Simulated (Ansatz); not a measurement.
## How methods differ on SiHCl2OF (SMILES O[Si](F)(Cl)Cl)

The species is SiHCl2OF (6 atoms), meant as a singlet with charge 0. SMILES: `O[Si](F)(Cl)Cl`. The shape was relaxed beforehand at r2SCAN/def2-SVP. This is one conformer, not always the lowest.

Each level gives the adiabatic ionisation energy (to the doublet cation, shapes relaxed at r2SCAN/def2-SVP, no zero-point term) (eV). The values are calculated.

```csv
level,kind,program,value (eV),less CCSD(T)/def2-SVP
HF/def2-SVP,Hartree–Fock,Ansatz,11.20,-0.02
SVWN5/def2-SVP,LDA,Ansatz,10.96,-0.26
PBE/def2-SVP,GGA,Ansatz,10.86,-0.36
r2SCAN/def2-SVP,meta-GGA,Ansatz,11.20,-0.02
B3LYP/def2-SVP,global hybrid,Ansatz,11.15,-0.07
CAM-B3LYP/def2-SVP,range-separated hybrid,Ansatz,11.36,+0.14
B2PLYP/def2-SVP,double hybrid,Ansatz,11.22,0.00
CCSD(T)/def2-SVP,coupled cluster or CI,Ansatz,11.22,0.00
```

Differences are taken from CCSD(T)/def2-SVP for orientation; it has basis-set and higher-order errors of its own. The values span 10.86 to 11.36 eV.

Most of the methods place the ionisation energy close to the coupled-cluster value. PBE and SVWN5 fall clearly below it, and CAM-B3LYP lies moderately above. The order follows neither the rung of the functional nor the share of exact exchange: r2SCAN, with none, lies above B3LYP, while Hartree–Fock lies below CAM-B3LYP.

The electron probably leaves a chlorine 3p lone pair, since fluorine 2p electrons are held much more tightly, although the hydroxyl oxygen may contribute to the hole. Chlorine's larger, more polarisable valence shell also accommodates positive charge more readily.

The near-match of Hartree–Fock is no sign that correlation is unimportant. The neutral molecule has an additional electron pair to correlate, which normally makes the uncorrelated ionisation energy too low, so the agreement probably reflects cancellation with errors in describing the relaxed cation. The energies alone don't show whether the hole sits on one chlorine or is shared, or how far ionisation weakens the bonds to silicon.
